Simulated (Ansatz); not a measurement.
**Al: energy along a strain**

Al, Im-3m, a = 3.182 Å (as given, not relaxed at this level: 2.2 GPa). This isn't the element's structure at ambient conditions. Ansatz: PBEsol, PAW, 420 eV, Γ-centred 20×20×20 mesh on 1 atom, Gaussian smearing 0.15 eV; no spin polarisation. Cell vectors (Å): -1.591 1.591 1.591; 1.591 -1.591 1.591; 1.591 1.591 -1.591. The cell is strained by x per cent times the pattern (0 0 0 1 0 0) in the order xx yy zz yz xz xy (engineering shears), with fractional coordinates held. y is the free energy over the start, V0 = 16.116 Å³/atom. Symmetry makes y even in x.

```tsv
x (%)	y (meV/atom)
-2.00	?
-1.00	0.21
0.00	0.00
0.25	0.01
0.50	0.05
0.75	0.12
1.25	0.33
1.50	0.48
1.75	0.66
```

Problem. Fit y = c2 x² + c4 x⁴ to the other rows, get the stiffness along the pattern, and predict the missing energy.

Solution. Least squares on the rows shown. y = 0.2075 x² + 0.002619 x⁴. The clamped-ion stiffness p·C·p = 2 × 2.075 eV × 160.2 / 16.116 Å³ = 41 GPa, which is C44 in these axes (second derivative at the start, which stands under stress). At x = -2.00 the fit asked for gives 0.87 meV/atom. The run gave 0.87 meV/atom, the same to the digits shown.

The energy rises on shearing, and the curve is almost purely harmonic over this range. The positive quartic coefficient hints at slight stiffening, but its contribution is so close to the rounding of the energies that neither its size nor its sign should carry much weight. The match at the omitted strain therefore mainly confirms the quadratic term.

In a nearly free-electron metal such as aluminium, a small shear barely changes the volume, so the electron-gas terms that dominate the bulk modulus contribute little. The restoring force comes mainly from the electrostatic energy of the ion lattice, modified by the electrons' screening response. With one atom per primitive cell there is no internal displacement to relax, so the clamped-ion value is also the relaxed-ion one for this homogeneous strain.

Positive curvature here doesn't establish that bcc aluminium is mechanically stable. The well-known weakness of this structure lies in the tetragonal shear that leads towards fcc along the Bain path, a deformation independent of the one sampled.
